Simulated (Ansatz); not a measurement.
# Phonon-limited resistivity of HfC (computed with Ansatz 0.2.0)

Space group Fm-3m (No. 225), 2 atoms in the cell of the first input below: a = 3.258 Å, b = 3.258 Å, c = 3.258 Å, α = 60.00°, β = 60.00°, γ = 60.00°.

The cell was built from a prototype of a structure type listed for this compound, relaxed without spin–orbit coupling to zero pressure (pressure 0.1 GPa with this functional, without spin–orbit coupling). Functional: PBEsol.

Input:

```yaml
crystal:
  lattice:
    - [0.0, 2.3035410416, 2.3035410416]
    - [2.3035410416, 0.0, 2.3035410416]
    - [2.3035410416, 2.3035410416, 0.0]
  atoms:
    - { symbol: Hf, position: [0.5, 0.5, 0.5] }
    - { symbol: C, position: [0.0, 0.0, 0.0] }
basis:
  ecutwfc: 420
  ecutrho_ratio: 4
kpoints:
  mp_grid: { grid: [12, 12, 12] }
hamiltonian:
  xc: pbesol
scf:
  occupations: { method: methfessel_paxton, width: 0.2 }
output: {}
phonons:
  supercell: [2, 2, 2]
  qpath:
    path:
      - [[0.0, 0.0, 0.0], [0.5, 0.0, 0.5], [0.625, 0.25, 0.625]]
      - [[0.375, 0.375, 0.75], [0.0, 0.0, 0.0], [0.5, 0.5, 0.5], [0.5, 0.25, 0.75], [0.5, 0.0, 0.5]]
    npoints: 6
  electrical_resistivity: { mesh: [24, 24, 24], temperatures: [50, 100, 200, 300, 500] }
  superconductivity: { mesh: [24, 24, 24], eliashberg_equations: false }
```

```bash
ansatz run input.yaml --threads 8 --pin off --max-ram 15360MiB --backend cpu --events-out ev --progress --plain --runs-dir out
```

Time: 47 s on 8 threads of Intel(R) Xeon(R) Platinum 8259CL CPU @ 2.50GHz (Skylake/Cascade Lake), on a shared host, peak memory 2 GiB.

λ_tr,xx from the finest mesh down: 0.215, 0.190, 0.220. The next coarser mesh moves the resistivity at 300 K by 13 % along the axis that moves most.

The run gives λ_tr,xx = 0.215 and a Drude plasma energy ħω_p,xx = 3.53 eV.

Task: Estimate the resistivity along x at 300 K from the high-temperature formula.

Result: ħ/τ = 2π λ_tr k_B T = 0.0349 eV and ρ = 1/(ε0 ω_p² τ) = 20.82 μΩ cm. The Boltzmann solution gives 14.07 μΩ cm, so the estimate is 48 % high; λ_tr itself still moves by 12 % between the two finest meshes.

| T (K) | ρ_xx (μΩ cm) | ρ_zz (μΩ cm) | formula, xx | R_H, field along z (10⁻¹¹ m³/C) |
| --- | --- | --- | --- | --- |
| 50 | 0.24 | 0.24 | 3.47 | 72.1* |
| 100 | 1.63 | 1.63 | 6.94 | 53.1 |
| 200 | 6.77 | 6.77 | 13.88 | 38.3* |
| 300 | 14.07 | 14.07 | 20.82 | – |
| 500 | 28.65 | 28.65 | 34.71 | – |

A star marks Hall coefficients that aren't converged: the next coarser mesh moves them by over a fifth (field along z at 200 K: 38.32 against 23.30). A dash marks a Hall coefficient that the run withholds.

At 50 K the solution is 0.07 times the linear formula, and at 500 K 0.83 times. The formula is meant for temperatures above the phonon energies and for bands that vary little within k_B T.

Caveats: no spin-orbit coupling, which matters for these elements; not converged in the fine mesh; small supercell, couplings not converged in it.

The Boltzmann resistivity lies below the linear estimate at every temperature, but the ratio rises steadily towards one. This is the expected freezing-out of phonons: stiff Hf–C bonds and light carbon put the optical branches at high energy, so at room temperature they are not yet classically populated, and on cooling the remaining long-wavelength acoustic modes scatter mostly through small angles. The modest plasma energy fits a group 4 carbide, whose Fermi level falls in the pseudogap between bonding C 2p–Hf 5d states and mainly metal-d states, leaving few carriers.

Measured room-temperature resistivities are usually well above 14.07 μΩ cm, probably in large part because real samples contain carbon vacancies, whereas the calculation treats a perfect crystal. The positive Hall coefficient at 100 K also contrasts with the negative sign usually measured. With electron and hole pockets nearly compensating, small errors in their sizes or relative mobilities could reverse it, so the calculation does not establish the dominant carrier type.
